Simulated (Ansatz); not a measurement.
## SnTe: the change of pressure with volume scale

All results are calculated (Ansatz 0.2.0). Periodic Kohn-Sham DFT of a crystal at fixed atoms, scaled to volume_scale times the given cell; pressure positive in compression, energy less spherical unpolarised free atoms, largest_vzz the field gradient of largest size among the nuclei.

The cell before it is scaled or strained (space group Fm-3m, No. 225):
```
SnTe
1.0
      0.0000     3.1565     3.1565
      3.1565     0.0000     3.1565
      3.1565     3.1565     0.0000
Sn Te
1 1
Direct
  0.00000 0.00000 0.00000
  0.50000 0.50000 0.50000
```

Settings of every row: method frozen-core PAW; functional LDA; relativity scalar; k mesh 11x11x11; filling fermi-dirac; smearing width 0.08 eV; wave cutoff 420 eV; paw set soft_2.

Atom start moment: 0 on all atoms.

Limits: PAW files made with PBE; no spin-orbit coupling on heavy atoms; small gap, it may come from the mesh.

| row | volume scale | V (Å³/atom) | pressure (GPa) |
| --- | --- | --- | --- |
| 1 | 0.94 | 29.563 | 1.318 |
| 2 | 0.95 | 29.877 | 0.737 |
| 3 | 0.96 | 30.192 | 0.188 |
| 4 | 0.98 | 30.821 | -0.821 |
| 5 | 0.99 | 31.135 | -1.285 |
| 6 | 1 | 31.45 | -1.723 |
| 7 | 1.01 | 31.764 | -2.137 |
| 8 | 1.02 | 32.079 | -2.528 |
| 9 | 1.04 | 32.708 | ? |
| 10 | 1.05 | 33.022 | -3.577 |
| 11 | 1.06 | 33.337 | -3.89 |

Question: what pressure should row 9 give?

Worked fit of pressure. Take u = (V_r/V)^(2/3) − 1 with V_r = 31.293 Å³ an atom, which is twice the finite (Eulerian) strain; such expansions in the strain, on which the Birch-Murnaghan equation of state is built, carry the rest volume and the bulk modulus. The shown rows have u = 0.03864, 0.03135, 0.02417, 0.01018, 0.00338, -0.00333, -0.00991, -0.0164, -0.03522, -0.04131. Least squares give pressure = −1.5076 + 65.364 × u + 193.74 × u² + 180 × u³ GPa; a parabola predicts inner rows, each left out in turn, worse (root mean square 0.0022 against 0.00069 GPa). The rows lie off it by 0.000, -0.001, 0.000, 0.001, -0.001, 0.000, 0.000, 0.000, 0.000, 0.000. The pressure vanishes at u = 0.0216, or V = 30.3 Å³ an atom, and there the bulk modulus at fixed shape and fractions is B = −V dP/dV = (2/3)(1 + u) dP/du = 50.4 GPa. The withheld row has u = -0.02905, so the fit gives −1.5076 + 65.364 × (-0.02905) + 193.74 × (-0.02905)² + 180 × (-0.02905)³ = -3.247 GPa.

The calculation gave -3.247 GPa. The fit meets it to the printed digit.
